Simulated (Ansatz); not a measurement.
**Fitting the PBE energy curve of GaF**

```cif
data_structure
_symmetry_space_group_name_H-M 'P 1'
_symmetry_Int_Tables_number 1
_cell_length_a 4.0252
_cell_length_b 4.0252
_cell_length_c 4.0252
_cell_angle_alpha 60.000
_cell_angle_beta 60.000
_cell_angle_gamma 60.000
_cell_volume 46.12
loop_
_atom_site_label
_atom_site_type_symbol
_atom_site_fract_x
_atom_site_fract_y
_atom_site_fract_z
_atom_site_occupancy
Ga1 Ga 0.25000 0.25000 0.25000 1
F1 F 0.00000 0.00000 0.00000 1
```

The cell comes from a database or a generator and needn't be the stable form of this composition.

The cell was scaled at fixed shape and fractions and run with Ansatz, Ansatz PAW, cutoff 420 eV; PBE, k mesh 8 × 8 × 8 on the cell of 2 atoms, fermi-dirac occupations of 0.05 eV, no spin polarisation, no spin-orbit coupling. Energies are those that the program minimises, any entropy of the smearing included.

```csv
V (Å³/atom),energy over the lowest row (meV/atom)
21.6742,7.410
22.1353,3.192
22.5965,0.736
23.0576,0.000
23.5188,0.692
23.9799,?
24.4411,6.110
```

Task: Fit the third-order Birch-Murnaghan form, give V0, B0 and B′, and predict the energy left open.

Result: With y = (V0/V)^(2/3), E = E0 + (9 V0 B0/16) [(y - 1)³ B′ + (y - 1)² (6 - 4y)]. Least squares through the rows shown give V0 = 23.0593 Å³/atom, E0 = -0.020 meV, B0 = 25.99 GPa (1 eV/Å³ = 160.218 GPa) and B′ = 3.69, with a largest miss of 0.022 meV. At V = 23.9799 the form with these constants gives 2.784 meV; the run gave 2.760 meV an atom. Other set-ups at this level, from all their volumes (Å³/atom, GPa): Ansatz, Ansatz PAW (earlier soft set): V0 23.078, B0 25.96.

The fit predicts the omitted energy to within about its own largest residual, so the third-order form describes this range well. Equilibrium volume and bulk modulus are well constrained, and the softer set barely changes them. B′ is less certain, because it rests on the small asymmetry between compression and expansion.

That asymmetry has the expected sign: at equal volume changes, compression costs more than expansion, since the overlap repulsion between closed shells rises faster than the electrostatic attraction weakens. The low stiffness fits monovalent gallium in an open, tetrahedral zincblende arrangement. Singly charged ions bind only moderately, and the filled Ga 4s shell adds repulsion while contributing little net bonding. This probably makes the lattice much softer than the tetrahedral gallium(III) semiconductors, where the s electrons take part in the covalent bonds.

Uniform scaling keeps gallium at a site whose symmetry suppresses an on-site s–p lone-pair dipole, so the smooth minimum doesn't show that the structure resists off-centre displacement or shear.
